**Q:** I have an ordinary density-functional band calculation of lead sulfide, and I'm told that its levels need a many-body correction. Must I run the expensive calculation at every point of the band structure?

**A:** Let us see how much of the correction one state can tell you. The table pairs start levels from the local-density approximation with levels corrected by the GW method. It does so for the top filled and the first empty band at eight points, each labelled by its wave vector $k$.

G0W0 levels of PbS (Fm-3m, 2-atom cell) from an LDA start with a 762 eV plane-wave cutoff, computed with ABINIT 10.8.3 without spin-orbit coupling. The runs use PseudoDojo NC SR LDA v0.4.1 standard potentials, a 4×4×4 k mesh, 80 bands in the sums and the Godby-Needs plasmon-pole model. Each column of levels counts from its own highest filled level.

| row | state k a (reciprocal cell vector) | state k b (reciprocal cell vector) | state k c (reciprocal cell vector) | state band | state start level (eV) | state corrected level (eV) | state weight z |
| --- | --- | --- | --- | --- | --- | --- | --- |
| 1 | 0.000 | 0.000 | 0.000 | top filled | -2.116 | -2.212 | 0.759 |
| 2 | 0.000 | 0.000 | 0.000 | first empty | 5.088 | 5.491 | 0.778 |
| 3 | 0.250 | 0.000 | 0.000 | top filled | -1.166 | -1.164 | 0.772 |
| 4 | 0.250 | 0.000 | 0.000 | first empty | 2.254 | 2.657 | 0.793 |
| 5 | 0.500 | 0.000 | 0.000 | top filled | 0.000 | 0.000 | 0.776 |
| 6 | 0.500 | 0.000 | 0.000 | first empty | 0.241 | 0.659 | 0.800 |
| 7 | 0.250 | 0.250 | 0.000 | top filled | -1.723 | -1.697 | 0.773 |
| 8 | 0.250 | 0.250 | 0.000 | first empty | 2.344 | 2.714 | 0.788 |
| 9 | 0.500 | 0.250 | 0.000 | top filled | -2.232 | -2.238 | 0.771 |
| 10 | 0.500 | 0.250 | 0.000 | first empty | 2.772 | 3.200 | 0.785 |
| 11 | -0.250 | 0.250 | 0.000 | top filled | -0.811 | -0.765 | 0.777 |
| 12 | -0.250 | 0.250 | 0.000 | first empty | 1.338 | 1.705 | 0.792 |
| 13 | 0.500 | 0.500 | 0.000 | top filled | -3.421 | -3.512 | 0.756 |
| 14 | 0.500 | 0.500 | 0.000 | first empty | 3.769 | 4.589 | 0.805 |
| 15 | -0.250 | 0.500 | 0.250 | top filled | -0.982 | -0.995 | 0.767 |
| 16 | -0.250 | 0.500 | 0.250 | first empty | 2.069 | 2.493 | 0.797 |

**Q:** What does the correction do to a level?

**A:** It exchanges one description of the electron's surroundings for a better one:

$$E = \varepsilon + Z\,\langle \Sigma - v_{xc}\rangle .$$

Here $\varepsilon$ is the start level, $E$ the corrected level, $v_{xc}$ the exchange-correlation potential of the start calculation and $\Sigma$ the self-energy that replaces it. The brackets mean an average over the state in question. The state weight $Z$, between 0.76 and 0.81 here, says what fraction of that average difference survives, because $\Sigma$ itself changes with energy.

**Q:** That still looks like a separate calculation for each state.

**A:** Think of two limiting cases. If the correction were the same for all states, every level would move together. You would see no change, because each column is counted from its own highest filled level, which lies at L, $k=(0.5,0,0)$. If instead the filled states shared one value and the empty states another, the filled levels would again stay put, while all the empty ones would rise by the difference between the two values.

**Q:** Why should filled and empty states differ at all?

**A:** Theory points to exchange. An electron in a filled state gains exchange energy from the other filled states, with which it overlaps strongly; an electron in an empty state gains less. The local-density potential doesn't make this distinction properly, so its gap comes out too small.

Screening sets the size of the effect. Without screening, exchange would act at full strength and the gap would open by far too much, as it does in Hartree–Fock theory. With perfect screening at every distance this exchange would vanish, and so would the distinction it makes between filled and empty states. Lead sulfide screens strongly, so a modest opening is reasonable; a similar solid that screens less should show a larger one.

**Q:** Which limiting case does the table resemble?

**A:** The second, with one clear exception. Filled levels move by at most 0.10 eV, whereas seven of the eight first-empty levels rise by 0.37 to 0.43 eV. So take the rise at L, where the gap is smallest, and use it everywhere: $0.659-0.241=0.418$ eV. The rule is to leave the filled levels alone and add 0.42 eV to the first empty ones.

**Q:** Show me one estimate in full.

**A:** Take row 12, which played no part in setting the constant. Its start level is 1.338 eV, so

$$E \approx 1.338 + 0.418 = 1.756\ \text{eV}.$$

The calculation gives 1.705 eV. The estimate is too high by about a seventh of the correction itself, and this is the largest miss among the seven well-behaved empty levels.

**Q:** And the exception?

**A:** That is row 14, the first empty level at X, $k=(0.5,0.5,0)$. The same step gives $3.769+0.418=4.187$ eV, but the calculation gives 4.589 eV. The level rises about twice as far as the rule allows. This row played no part in setting the constant either, and nothing in its start level would have warned you. So you needn't compute every point, but do compute a few widely spaced ones before you trust a single constant.

**Q:** How far can I trust the rule overall?

**A:** The two levels at L are exact by construction, so they don't count as a test. Over the other fourteen the mean absolute miss is 0.06 eV, or 0.03 eV if the level at X is set aside. I wouldn't look for physics in the small differences between the ordinary points, because the mesh, the number of bands and the cutoffs are not converged.

Be more careful with vertical gaps, the distance from filled to empty at one $k$, since the misses of two levels combine there. The rule opens each of them by 0.42 eV. The computed openings run from 0.32 to 0.50 eV, except at X, where the gap opens by 0.91 eV.

**Q:** My colleagues prefer a percentage. Could I scale the levels instead?

**A:** A percentage would mislead you badly. At L the correction multiplies the first empty level by 2.7, but at the zone centre, $k=(0,0,0)$, by only 1.08. The added energy is nearly the same at both points; only the level to which it is added differs.

A gentler idea is a step plus a stretch that grows with the start level. I fitted that to all sixteen rows, and the output below gives the details. The stretch is poorly determined, and when each row is predicted from the others the typical error is no better than that of the simple rule.

**Q:** Then may I use 0.66 eV as the gap of a real lead sulfide detector?

**A:** No. Lead is heavy, and spin-orbit coupling, which this calculation leaves out, lowers the gap at L by some tenths of an eV. That is as large as the correction we have been discussing.

The screening is also wrong in this run. Its dielectric constant, which counts the response of the electrons alone, is about 191, whereas the measured value for the electrons alone is roughly 17, a rounded recalled figure. Tables also list a much larger static value, but that one includes the motion of the ions and isn't the one to compare. The likely reason, which a denser mesh would test, is that the coarse mesh gives the small-gap region around L too much weight. The dielectric constant describes screening over long distances only; over short ones screening is much weaker, so even such a large value doesn't make the opening of the gap vanish. Since screening enters every correction, the constant should be determined afresh in a better calculation. The form of the rule may carry over, but take care at L once spin-orbit coupling is included. The start gap of 0.24 eV is so small that the two levels may swap order there, and then the filled one is no longer the state that should stay put.

**Q:** What would you look at next?

**A:** The level at X. Its $Z$ is only about 2% above the mean of the other first-empty states. That could supply the missing 0.40 eV only if the whole correction were some 22 eV, which is far too large to be believable. So the doubled rise must come mainly from the other factor, the average of $\Sigma - v_{xc}$. That average depends on where the electron sits. A better converged run should first confirm the doubled rise. If it persists, my guess is that the first empty state at X is built from different orbitals than its counterparts elsewhere. Do the next bands at X rise by 0.4 eV or by 0.8 eV, and which orbitals are they made of?

Numerical output:

```
Rule against computed levels (eV):
  row  computed shift    rule  rule less computed
    1          -0.096  -2.116               0.096
    2           0.403   5.506               0.015
    3           0.002  -1.166              -0.002
    4           0.403   2.672               0.015
    5               0       0                   0
    6           0.418   0.659                   0
    7           0.026  -1.723              -0.026
    8            0.37   2.762               0.048
    9          -0.006  -2.232               0.006
   10           0.428    3.19               -0.01
   11           0.046  -0.811              -0.046
   12           0.367   1.756               0.051
   13          -0.091  -3.421               0.091
   14            0.82   4.187              -0.402
   15          -0.013  -0.982               0.013
   16           0.424   2.487              -0.006
Rise of the first empty level at L, the one parameter (eV): 0.418
Mean absolute miss over the 14 tested rows (eV): 0.05907
Mean absolute miss over the tested rows without row 14 (eV): 0.03269
Root mean square miss of the rule over all 16 rows (eV): 0.1083
Largest absolute miss among filled levels (eV): 0.096
Largest absolute miss among first-empty levels without row 14 (eV): 0.051
Miss of row 14, rule less computed (eV): -0.402
Corrected over start level, first empty at L (ratio): 2.734
Corrected over start level, first empty at Gamma (ratio): 1.079
Smallest opening of a vertical gap (eV): 0.321
Largest opening of a vertical gap without X (eV): 0.499
Opening of the vertical gap at X (eV): 0.911
Z of row 14 above the mean of the other first-empty states (percent): 1.843
Absolute correction needed if Z alone caused the miss of row 14 (eV): 21.81
fit of shift on 16 rows: constant 0.03782 +/- 0.051, coefficient of step 0.3296 +/- 0.1, coefficient of state_start_level 0.0349 +/- 0.022; rms 0.0959, worst 14 -0.321, leave-one-out rms 0.126
```
